## Results and discussion

A Bader charge is found by cutting the crystal along the surfaces where the electron density passes through a minimum between neighbours, and counting the electrons in each atom's region. It is positive for an atom that has lost electrons. The seven questions below ask what such charges tell about the bond between a metal and silicon.

Calculated values. Binary silicides, relaxed with Ansatz 0.2.0 within the symmetry of their starting structures (PBEsol, scalar-relativistic plane-wave PAW, no spin polarisation, 420 eV cutoff, Gaussian smearing of 0.1 eV). Bader charges are means over the atoms of each element, positive where electrons are lost. Valence electrons include the metal's d shell.

| formula | space group | volume per atom (Å³) | shortest distance (Å) | pair at the shortest distance | valence electrons an atom | neighbours of the non-metal within 15 % of its shortest distance | k mesh | most negative Bader charge (e) | most negative element | most positive Bader charge (e) | most positive element |
| --- | --- | --- | --- | --- | --- | --- | --- | --- | --- | --- | --- |
| Ti3Si | P6_3/mmc | 15.10 | 2.709 | Ti-Ti | 4.00 | 12 | 6×6×8 | -1.73 | Si | 0.58 | Ti |
| Ti5Si | R32 | 15.74 | 2.679 | Si-Ti | 4.00 | 12 | 12×12×12 | -1.70 | Si | 0.34 | Ti |
| Hf2Si | I4/mcm | 18.17 | 2.572 | Si-Si | 4.00 | 10 | 10×10×10 | -1.44 | Si | 0.72 | Hf |
| HfSi | Pnma | 16.68 | 2.451 | Si-Si | 4.00 | 7 | 6×10×8 | -1.19 | Si | 1.19 | Hf |
| CoSi2 | Fm-3m | 12.49 | 2.300 | Co-Si | 5.67 | 4 | 14×14×14 | -1.15 | Co | 0.57 | Si |
| NiSi2 | Fm-3m | 13.06 | 2.335 | Ni-Si | 6.00 | 4 | 14×14×14 | -0.96 | Ni | 0.48 | Si |
| TiSi | Cmmm | 14.13 | 2.614 | Si-Ti | 4.00 | 12 | 10×6×10 | -0.91 | Si | 0.91 | Ti |
| NiSi | Pnma | 11.80 | 2.264 | Ni-Si | 7.00 | 6 | 8×10×6 | -0.55 | Ni | 0.55 | Si |
| TiSi2 | Cmcm | 13.91 | 2.393 | Si-Si | 4.00 | 6 | 10×10×10 | -0.54 | Si | 1.09 | Ti |
| CoSi | P2_13 | 10.55 | 2.296 | Co-Si | 6.50 | 7 | 8×8×8 | -0.51 | Co | 0.51 | Si |
| Mo3Si | Pm-3n | 14.36 | 2.431 | Mo-Mo | 5.50 | 12 | 8×8×8 | -0.43 | Si | 0.14 | Mo |
| TaSi2 | P6_422 | 14.30 | 2.550 | Si-Si | 4.33 | 10 | 12×12×6 | -0.39 | Si | 0.78 | Ta |
| Ni3Si | Pm-3m | 10.37 | 2.447 | Ni-Si | 8.50 | 12 | 12×12×12 | -0.18 | Ni | 0.55 | Si |
| MoSi2 | I4/mmm | 13.27 | 2.579 | Si-Si | 4.67 | 10 | 18×18×18 | -0.02 | Si | 0.05 | Mo |
| WSi2 | I4/mmm | 13.36 | 2.587 | Si-Si | 4.67 | 10 | 18×18×18 | 0.00 | W | 0.00 | Si |

**1. Which element gains electrons?**

That depends on the metal. By Bader's count, silicon gains them from Ti, Hf and Ta, and it loses them to Co and Ni. From Mo it gains some in Mo3Si, while MoSi2 and WSi2 are almost neutral. The column of most negative charges therefore changes element on the way down, and a trend appears only when the charge on silicon is followed through all rows.

**2. What changes if the metal is exchanged?**

In the disilicides the charge on Si moves from −0.54 with Ti, through about zero with Mo and W, to +0.57 with Co. The standard explanation is how firmly each metal holds its outer electrons. At the left of the transition series these electrons lie high in energy and are easily drawn towards silicon. Further right the growing nuclear charge pulls them down, until, in this picture, Co and Ni attract electrons more strongly than silicon does. Question 6 shows that this last step depends on how electrons are assigned to atoms. The crystal structure also changes between most of these compounds, so the table doesn't isolate the metal's part. Two pairs do share a structure. The charges in MoSi2 and WSi2 nearly agree, while from CoSi2 to NiSi2 the charge on Si falls from +0.57 to +0.48, against the order that this explanation suggests.

**3. Why does Si carry about three times as much charge in Ti3Si as in TiSi2?**

The likely cause is what surrounds the silicon. In Ti3Si that is mostly titanium, and many donors each give a little. In TiSi2 part of it is other silicon, and whatever passes between silicon atoms cancels in their mean charge. Titanium sees the reverse: its charge is 1.09 in TiSi2, where there are two Si atoms for each Ti, but only 0.58 in Ti3Si. The number of valence electrons an atom can't be the cause, since it is 4.00 in both.

**4. Can the two effects be joined in one estimate?**

Suppose that each metal neighbour shifts charge in proportion to the difference in electronegativity $\phi$, that every Si atom has the same number of neighbours, and that these occur in the proportions of the formula. Silicon's charge is then

$$q_{\mathrm{Si}} = a\,(\phi_{\mathrm{M}}-\phi_{\mathrm{Si}})\,x_{\mathrm{M}},$$

where $x_{\mathrm{M}}$ is the fraction of metal atoms and $a$ is a constant, fitted to all 15 rows as 2.2 e/V. Miedema's electronegativities serve here, in rough recalled values; they derive from work functions and were adjusted to alloy data. For TiSi2, a row of the fit, $\phi$ is 3.8 V for Ti and 4.7 V for Si, so $q_{\mathrm{Si}} = 2.2 \times (-0.9) \times 1/3 \approx -0.7$, against −0.54 in the table.

The typical miss is 0.18 e, and it rises to 0.32 e if the composition is ignored. Pauling's scale does much worse, at 0.53 e, mainly because it puts Mo and W above silicon, and Co and Ni only level with it. Miedema's scale was chosen with the signs in the table already known, so the agreement supports the picture without proving it. The printed output below gives the estimate for every row.

**5. Where does the estimate fail?**

The worst case is Mo3Si. To the two figures used here, Mo and Si have equal electronegativities, so the estimate is zero, yet silicon has −0.43; the data don't reveal why. The nickel compounds show a second weakness. From NiSi2 to Ni3Si the charge on Si should more than double, but it grows by only about 15 %. By Bader's count each silicon gives up roughly half an electron whatever the composition, and the nickel atoms share what is released.

**6. Is silicon in Ti3Si close to a Si⁴⁻ ion?**

No: its charge of −1.73 is less than half of the formal −4, and even this isn't a unique measure. Shared electrons lie between the atoms, and a small shift of the dividing surface can hand many of them to one side. Silicon's region in Ti3Si fills 1.4 times the mean atomic volume, so it may hold much of the density of the metallic bonds. Löwdin charges, which sort electrons by atomic orbital instead of by region, make Si in HfSi almost neutral, where Bader gives −1.19.

For NiSi2 even the sign depends on the method. Löwdin gives Ni +0.51, Bader −0.96. Nor is the Löwdin sign firm: the count lacks the Ni 4p orbitals, which would be expected to take up electrons that are now missed or counted on Si.

The two trends differ in how they stand the change of method. With Ti or Hf, more metal still makes silicon more negative: Löwdin gives it −0.56 in Ti5Si and a mean of −0.07 in TiSi2. The change of sign from Ti to Ni doesn't survive, for silicon in NiSi2 also has −0.07. In Ni3Si it even has −0.38, so the steady loss of half an electron in the nickel compounds is a result of Bader's division that Löwdin's doesn't share. Bader charges therefore compare silicides only within Bader's own division, and they don't fix oxidation states.

**7. Which digits can be trusted?**

Differences of a few hundredths deserve no explanation. The sign in WSi2 is meaningless, and so is the order of Ti3Si and Ti5Si. A mean can also hide more than its digits suggest: the two kinds of Si in TiSi2 carry −0.68 and −0.41. That the charges add up to zero is no test of accuracy, because any complete division of the electrons does so, and how the charges depend on the grid used for the division was not examined. The runs also left out spin polarisation, so they can't rule out a magnetic state with somewhat different charges in the Co and Ni rows.

The analysis program printed:

```
fit of qSi on 15 rows: coefficient of t 2.179 +/- 0.12; rms 0.178, worst Mo3Si 0.43, leave-one-out rms 0.19
Charges by element and model:
    row  Si charge (e)  metal charge (e)  model Si charge (e)  model less table (e)  Si basin over mean atomic volume
  Ti3Si          -1.73              0.58               -1.471                0.2594                             1.415
  Ti5Si           -1.7              0.34               -1.634               0.06603                             1.375
  Hf2Si          -1.44              0.72               -1.598               -0.1577                             1.057
   HfSi          -1.19              1.19               -1.198             -0.008243                             1.097
  CoSi2           0.57             -1.15               0.2905               -0.2795                            0.9624
  NiSi2           0.48             -0.96               0.3631               -0.1169                              0.99
   TiSi          -0.91              0.91              -0.9804              -0.07038                             1.226
   NiSi           0.55             -0.55               0.5447             -0.005344                            0.9754
  TiSi2          -0.54              1.09              -0.6536               -0.1136                             1.136
   CoSi           0.51             -0.51               0.4357              -0.07428                            0.9555
  Mo3Si          -0.43              0.14                    0                  0.43                            0.9568
  TaSi2          -0.39              0.78              -0.4357              -0.04572                             1.001
  Ni3Si           0.55             -0.18                0.817                 0.267                            0.9942
  MoSi2          -0.02              0.05                    0                  0.02                             0.948
   WSi2              0                 0              0.07262               0.07262                            0.9207
rms miss without the composition factor (e): 0.315
rms miss with Pauling electronegativities (e): 0.5288
spread of Si charge among rows with 4.00 valence electrons an atom (e): 1.19
Si charge in Ti3Si over that in TiSi2: 3.204
Si charge in Ni3Si over that in NiSi2, table: 1.146
Si charge in Ni3Si over that in NiSi2, model: 2.25
Ni charge in NiSi2 over that in Ni3Si: 5.333
Si charge of CoSi2 less that of TiSi2 (e): 1.11
Si charge in Ti3Si as percentage of -4 (%): 43.25
correlation of Si charge with relative Si basin volume: -0.8047
Loewdin charge of Si in HfSi (e): -0.0576
Loewdin charge of Ni in NiSi2 (e): 0.5099
electrons per NiSi2 left uncounted by Loewdin (e): 0.3697
difference between the two Si sites in TiSi2 (e): 0.2687
largest neutrality miss of the rounded charges per Si (e): 0.01
```
